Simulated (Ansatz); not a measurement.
YIn5Rh: energy above lowest point as volume scale varies

Free energy against uniform scaling of the volume at fixed shape and fractions; periodic cell, basis, potentials, k mesh and filling as listed. The results are calculated, by Ansatz 0.2.0.

The cell before it is scaled or strained (space group P4/mmm, No. 123):
```
CELL_PARAMETERS angstrom
4.63780 0.00000 0.00000
0.00000 4.63780 0.00000
0.00000 0.00000 7.44290
ATOMIC_POSITIONS crystal
Y 0.00000 0.00000 0.00000
In 0.00000 0.50000 0.30143
In 0.00000 0.50000 0.69857
In 0.50000 0.00000 0.30143
In 0.50000 0.00000 0.69857
In 0.50000 0.50000 0.00000
Rh 0.00000 0.00000 0.50000
```

Settings of every row: functional PBEsol; dispersion none; potentials PAW; wave cutoff 500 eV; density cutoff 2000 eV; k mesh 6x6x4; k shift 0x0x0; occupations fermi dirac; smearing width 0.1 eV; spin none.

Limits: coarse k mesh, up to 40 meV an atom off; the cell comes from a prototype or a list of computed structures and needn't be the stable phase.

```csv
row,volume scale,V (Å³/atom),energy above lowest point (meV/atom)
1,0.94,21.498,7.3
2,0.96,21.955,1
3,0.98,22.413,0
4,1,22.87,3.7
5,1.02,23.328,11.5
6,1.04,23.785,23
7,1.06,24.242,?
```

Question: what energy above lowest point should row 7 give?

Worked fit of energy above lowest point. Take u = (V_r/V)^(2/3) − 1 with V_r = 22.642 Å³ an atom, which is twice the finite (Eulerian) strain; such expansions in the strain, on which the Birch-Murnaghan equation of state is built, carry the rest volume and the bulk modulus. The shown rows have u = 0.03517, 0.02075, 0.0068, -0.00666, -0.0197, -0.0323. Least squares give energy above lowest point = 1.3 − 275.5 × u + 12467 × u² + 6140 × u³ meV/atom; a parabola predicts inner rows, each left out in turn, worse (root mean square 0.08 against 0.024 meV/atom). All shown rows lie on it to the printed digit. Its lowest point lies at u = 0.0110, or V = 22.27 Å³ an atom, and the curvature there gives the bulk modulus at fixed shape and fractions, B = (4/9)(1 + u)² E″(u)/V = 82.8 GPa. Letting shape and atoms relax would as a rule lower it, by much in layered, chain or molecular crystals. The withheld row has u = -0.0445, so the fit gives 1.3 − 275.5 × (-0.0445) + 12467 × (-0.0445)² + 6140 × (-0.0445)³ = 37.7 meV/atom.

The calculation gave 37.6 meV/atom. The fit lies 0.1 meV/atom (0.27 % of the column's range) above it, one unit of the last digit. This row lies beyond the range of the fit.
